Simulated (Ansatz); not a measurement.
# A series in smearing width on Au

Plane-wave density functional theory, scalar-relativistic PAW datasets made under PBE, Gamma-centred meshes; one setting moves on a fixed relaxed cell, energies count from the zero-width extrapolation of the reference run, pressure is Pulay-corrected at fixed cutoff and positive in compression. The results are calculated, by Ansatz 0.2.0.

Structure of every row (space group Fm-3m, No. 225):
```
Au
1.0
      0.0000     2.0783     2.0783
      2.0783     0.0000     2.0783
      2.0783     2.0783     0.0000
Au
1
Direct
  0.00000 0.00000 0.00000
```

Settings of every row: spin polarised no; functional PBE; wave cutoff 420 eV; k mesh 13x13x13; smearing method gaussian; reference k mesh 13x13x13; reference smearing width 0.1 eV; reference wave cutoff 420 eV; reference smearing method fermi_dirac; swept setting smearing; valence electrons per atom 19.

Atom starting moment: 0 on all atoms.

Limits: settings are moved on purpose, so some rows are far from converged; no spin-orbit coupling, which can matter with elements this heavy.

| row | smearing width (eV) | free energy error per atom (meV) | zero smearing energy error per atom (meV) | pressure (GPa) |
| --- | --- | --- | --- | --- |
| 1 | 0.01 | 0.14 | 0.14 | -0.15 |
| 2 | 0.03 | 0.12 | 0.15 | -0.15 |
| 3 | 0.1 | -0.59 | 0.21 | -0.16 |
| 4 | 0.2 | ? | ? | ? |
| 5 | 0.3 | -6.71 | -0.21 | 0.05 |

Question: what free energy error per atom should row 4 give?

Worked fit of free energy error per atom. Smearing changes a smooth quantity, to lowest order, with the square of the width, so take w² in eV². The shown rows have w² = 0.0001, 0.0009, 0.01, 0.09. Their means are 0.02525 and -1.76 meV; the sums about the means are S_tt = 0.005651 and S_ty = -0.4319, whose ratio is the slope. Least squares give free energy error per atom = 0.17 − 76.44 × w² meV. The rows lie off it by -0.02, 0.02, 0.00, 0.00. The constant, 0.17 meV, estimates the value at zero width. The withheld row has w² = 0.04, so the fit gives 0.17 − 76.44 × (0.04) = -2.89 meV.

The calculation gave -2.96 meV. The fit lies 0.07 meV (2.4 % of the value, 1 % of the column's range) above it; its largest miss of a shown row is 0.02 meV.

The other values of row 4: zero smearing energy error per atom 0.16 meV; pressure -0.05 GPa.
